The spin gap is the energy of the quartet of linear CoCl₂ minus the energy of the state computed as its doublet, so a negative value means that the quartet lies lower. Both energies come from unrestricted Kohn–Sham calculations in which a share a of PBE exchange is replaced by exact exchange. Each state keeps its own PBE0-D4 structure in every row, and dispersion is left out of the energies. Only the functional changes down the table, and the gap should run smoothly as long as both calculations hold on to the same two electronic states.

Spin gap of neutral, isolated CoCl₂, calculated with Ansatz 0.2.0 using unrestricted Kohn–Sham theory, PBE with the listed share of exact exchange and the def2-TZVP basis. The gap is the quartet energy minus the doublet energy, each at its own PBE0-D4/def2-TZVP structure, without dispersion or spin–orbit coupling.

| exact exchange (%) | spin gap (kJ/mol) |
| --- | --- |
| 0 | -71.60 |
| 5 | -78.50 |
| 10 | -84.50 |
| 15 | -90.80 |
| 25 | -103.90 |
| 35 | -110.50 |
| 50 | -119.30 |

## 0 to 35 %: the upper state is a flipped spin

Co(II) has seven d electrons. The quartet has three singly occupied orbitals with parallel spins, and a low-spin doublet pairs two of those electrons in one orbital and leaves one unpaired. A determinant with one more α than β electron has a second option: it can keep all three orbitals singly occupied and turn one spin over. Both options leave one α and two β holes in the d shell, so the electron count does not separate them.

The expectation value of total spin squared, ⟨S²⟩ in units of ħ², does separate them. A pure doublet has 0.75, and each β electron in an orbital that holds no α partner adds one unit, so the flipped determinant has 1.75. The doublet runs from 0 to 35 % give values between 1.66 and 1.76. The numbers thus point to the flipped determinant in each of these rows, although ⟨S²⟩ of a Kohn–Sham determinant is an indicator and not the exact spin of the interacting system.

The gap is then the price of a spin flip. Call the open orbitals 1, 2 and 3, and let K be the exchange integral that lowers the energy of a pair of parallel spins, taken equal for all pairs. The quartet has three parallel pairs and gains 3K, while the determinant with spin 3 flipped keeps only the pair 1–2 and gains K. The gap is −2K, whereas spin algebra places a pure three-open-shell doublet a full 3K above the quartet.

The determinant falls short of 3K because it is part quartet. With a quartet weight w, its ⟨S²⟩ is (1 − w)·0.75 + w·3.75 and its energy is (1 − w)·E(doublet) + w·E(quartet). Solving both relations gives an estimate with no fitted parameter, worked here for the 25 % row:

w = (⟨S²⟩ − 0.75)/3 = (1.7566 − 0.75)/3 = 0.3355

projected gap = gap/(1 − w) = −103.9/0.6645 = −156.4 kJ/mol

One third of the computed "doublet" is the lower-lying quartet, and this admixture hides about 52 kJ/mol of the gap in that row. From 10 to 35 % the projected gap is 1.50 to 1.51 times the table value, which restates the 3K : 2K count, since ⟨S²⟩ barely moves there. The estimate assumes a spin-pure quartet with the same three open orbitals as the flipped state, and that assumption is untested. With unequal exchange integrals the projected part is also a blend of two doublets, so the result sizes the error and is not the energy of one spectroscopic term.

## 0 to 5 %: the flip is incomplete

The first step has the steepest slope of the table, −1.38 kJ/mol per %, against −1.20 in the next step. Rounding of the gaps can move such a slope by 0.02 at most, so the irregularity is a real feature of the runs. It coincides with the lowest ⟨S²⟩ of the series, 1.66 at pure PBE.

At 0 % the highest filled and lowest empty levels of the doublet are only 0.10 eV apart, the filled one of β spin and the empty one of α spin. A value of ⟨S²⟩ below 1.75 means that the flipped β electron overlaps in part with occupied α orbitals. The likely reading is that pure PBE, which favours spread-out and fractionally shared d occupations, lets the determinant slide some way towards pairing; this cause is argued and has not been tested by a separate run.

The same run found a second converged solution with ⟨S²⟩ of 1.753 that lies 1.2 kJ/mol higher. Measured from that solution the gap at 0 % is −72.8 kJ/mol and the first slope becomes −1.14, in step with the slopes that follow. The irregular first step therefore comes from the 0 % row sitting in a slightly different state. The projection is least safe here, because a partly paired determinant is no longer a mixture of one quartet and its own doublets.

## 5 to 25 %: one state, and the real response to exact exchange

Over this stretch ⟨S²⟩ settles near 1.75 and the slope changes gently, from −1.20 through −1.26 to −1.31 kJ/mol per %. At fixed orbitals the energy of a state is linear in a, with a slope equal to its exact-exchange energy minus its PBE exchange energy. Because the orbitals are variational, this remains the slope of the self-consistent energy. The gap slope is the difference of two such terms and varies only as fast as the orbitals relax.

The direction fits the way the two kinds of exchange treat a flipped spin. Exact exchange charges the full integral K for each parallel pair that is broken, while a semilocal functional sees only the local spin densities and charges less. The semilocal functional also tends to spread the d holes further onto chlorine, which weakens the exchange between them. Read as K, half the gap grows from 0.41 eV at 5 % to 0.54 eV at 25 %, an effective value that includes relaxation and correlation.

Contamination scales the slope down along with the gap. From 10 to 25 %, where ⟨S²⟩ is steady, the table gives −1.29 kJ/mol per % between the end rows, and the projected gaps give −1.96. On this estimate the gap to a pure doublet responds about one and a half times as strongly to the functional as the table suggests. The 0 % row is left out here because its lower ⟨S²⟩ would inflate the projected slope.

## 25 to 35 %: the doublet changes its orbitals

Here the slope halves to −0.66 kJ/mol per %. The line through the 15 and 25 % rows would reach −117.0 kJ/mol at 35 %, and the table lies 6.5 kJ/mol above it. ⟨S²⟩ is 1.757 in both rows and gives no warning, so the spin diagnostic is blind to this second failure.

The orbital levels do register it. The two lowest empty β levels of the doublet are split by 0.3 to 0.4 eV in every row up to 25 % and coincide to 0.0001 eV at 35 %. A degenerate pair means that the two orbitals are equivalent under the symmetry of the density, which they were not before. The occupation pattern has changed. These two levels are the two β holes of the d shell, and in a linear molecule such a pair is of π or δ type, so both holes now sit in one pair. The level energies alone do not tell which of the two types it is.

Theory says what such a change does to the gap. Two occupation patterns have different exchange slopes, so their energies can cross as a grows, and a calculation that takes the lower one follows the steeper downward branch after the crossing. The doublet energy then bends downward at that point. Since the doublet is subtracted, the gap bends upward and its slope flattens, which is the sign in the table.

The total energies show which state carries the bend. Adding the gap to the dispersion-free doublet energy gives the quartet energy, and a curvature follows as the change of slope between adjacent intervals divided by the distance of their midpoints. The quartet curvature drifts steadily from −1.20 around 5 % to −0.99 meV per %² around 25 %, with no jump. The doublet curvature goes from −1.04 around 15 % to −1.66 around 25 %.

The 35 % run also converged to a second solution 6.2 kJ/mol above the one kept, with the same ⟨S²⟩. Measured from it the gap is −116.7 kJ/mol, within 0.3 kJ/mol of the extended line. With the higher solutions at 0, 5 and 35 % the doublet curvatures agree within 0.06 meV per %², a tenth of their former spread. That this higher solution continues the 25 % state is an inference from energies alone, but a close one.

## 35 to 50 %: a second branch

The last slope, −0.59 kJ/mol per %, suits a new branch with a weaker response to exact exchange. If the 50 % row holds the same state as the 35 % row, which is an assumption, their line carried back to 25 % gives −104.6 kJ/mol. That places the symmetric doublet only 0.7 kJ/mol above the kept one at 25 %, and the line meets the one drawn from the 25 % row to the higher 35 % solution near 26 %. This crossing is a rough straight-line extrapolation.

So small a margin matters because of how the states were found. The 25 % doublet came from the default search, and the other doublets up to 35 % started from its orbitals and were only checked for stability, which proves a local minimum and no more. With structures fixed and spin–orbit coupling left out, the order of two d-occupation patterns this close is not settled, and no row can be called the best mixing. The two doublet patterns may share the same three open orbitals and differ in which of them holds the flipped spin, or they may differ in the open orbitals themselves. In the second case a quartet that keeps one occupation throughout matches at most one of them, and the projection is then not equally sound on both sides of the bend.

A least-squares line through all seven rows has a slope of −0.97 kJ/mol per %. It matches no interval of the table and misses the 25 % gap by 4.9 kJ/mol. It averages two branches of a state that is about one third quartet.

## Neighbouring series

The pair count carries over to other open shells. Flipping one of n parallel spins costs (n − 1)K in a determinant, while the pure state with S lowered by one lies nK up, so the gap is too small by the factor n/(n − 1). A d⁸ ion with two open shells would lose half of its singlet–triplet gap in this way, and a high-spin d⁵ ion only a fifth of its quartet–sextet gap. A d⁷ ion in a strong ligand field behaves differently, since a large d-orbital splitting makes pairing favourable and ⟨S²⟩ stays near 0.75. Its gap weighs ligand-field splitting against pairing and lost exchange, and its slope is a different quantity from either branch of CoCl₂.
